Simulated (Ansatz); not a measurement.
# A series in volume scale on HfN

Results calculated with Ansatz 0.2.0, not measured. Free energy against uniform scaling of the volume at fixed shape and fractions; periodic cell, basis, potentials, k mesh and filling as listed.

The cell before it is scaled or strained (space group P6_3/mmc, No. 194):
```
cell vectors (Å)
   3.1443     0.0000     0.0000
  -1.5722     2.7231     0.0000
   0.0000     0.0000     5.4348
atoms (fractions of the cell vectors)
Hf  0.66667  0.33333  0.75000
Hf  0.33333  0.66667  0.25000
N   0.00000  0.00000  0.00000
N   0.00000  0.00000  0.50000
```

Settings of every row: functional LDA; dispersion none; potentials PAW; wave cutoff 544.23 eV; density cutoff 2176.9 eV; k mesh 8x8x4; k shift 0x0x0; occupations fermi dirac; smearing width 0.01 eV; spin none.

Limits: coarse k mesh, up to 40 meV an atom off; no spin-orbit coupling, which can matter with elements this heavy; the cell comes from a prototype or a list of computed structures and needn't be the stable phase.

```
row  volume scale  V (Å³/atom)  pressure (GPa)  energy above lowest point (meV/atom)
  1        0.9406       10.942            6.04                                   2.8
  2        0.9703       11.288           -3.19                                     0
  3             1       11.634           -11.1                                  15.6
  4        1.0297       11.979               ?                                     ?
  5        1.0594       12.325          -23.66                                    92
```

Question: what pressure and energy above lowest point should row 4 give?

Worked fit of pressure. Take u = (V_r/V)^(2/3) − 1 with V_r = 11.461 Å³ an atom, which is twice the finite (Eulerian) strain; such expansions in the strain, on which the Birch-Murnaghan equation of state is built, carry the rest volume and the bulk modulus. The shown rows have u = 0.03138, 0.01019, -0.00994, -0.0473. Least squares give pressure = −7.295 + 393.39 × u + 1002.8 × u² GPa; a straight line predicts inner rows, each left out in turn, worse (root mean square 0.97 against 0.016 GPa). The rows lie off it by 0.00, -0.01, 0.01, 0.00. The pressure vanishes at u = 0.0177, or V = 11.16 Å³ an atom, and there the bulk modulus at fixed shape and fractions is B = −V dP/dV = (2/3)(1 + u) dP/du = 291 GPa. Letting shape and atoms relax would as a rule lower it, by much in layered, chain or molecular crystals. The withheld row has u = -0.02904, so the fit gives −7.295 + 393.39 × (-0.02904) + 1002.8 × (-0.02904)² = -17.87 GPa.

The calculation gave -17.88 GPa. The fit lies 0.01 GPa (0.034 % of the column's range) above it, one unit of the last digit.

Worked fit of energy above lowest point. Take u = (V_r/V)^(2/3) − 1 with V_r = 11.461 Å³ an atom, which is twice the finite (Eulerian) strain; such expansions in the strain, on which the Birch-Murnaghan equation of state is built, carry the rest volume and the bulk modulus. The shown rows have u = 0.03138, 0.01019, -0.00994, -0.0473. Least squares give energy above lowest point = 5.66 − 782.6 × u + 22043 × u² meV/atom; a straight line predicts inner rows, each left out in turn, worse (root mean square 21 against 0.049 meV/atom). All shown rows lie on it to the printed digit. Its lowest point lies at u = 0.0178, or V = 11.16 Å³ an atom, and the curvature there gives the bulk modulus at fixed shape and fractions, B = (4/9)(1 + u)² E″(u)/V = 291 GPa. Letting shape and atoms relax would as a rule lower it, by much in layered, chain or molecular crystals. The withheld row has u = -0.02904, so the fit gives 5.66 − 782.6 × (-0.02904) + 22043 × (-0.02904)² = 47.0 meV/atom.

The calculation gave 47.1 meV/atom. The fit lies 0.1 meV/atom (0.11 % of the column's range) below it, one unit of the last digit.
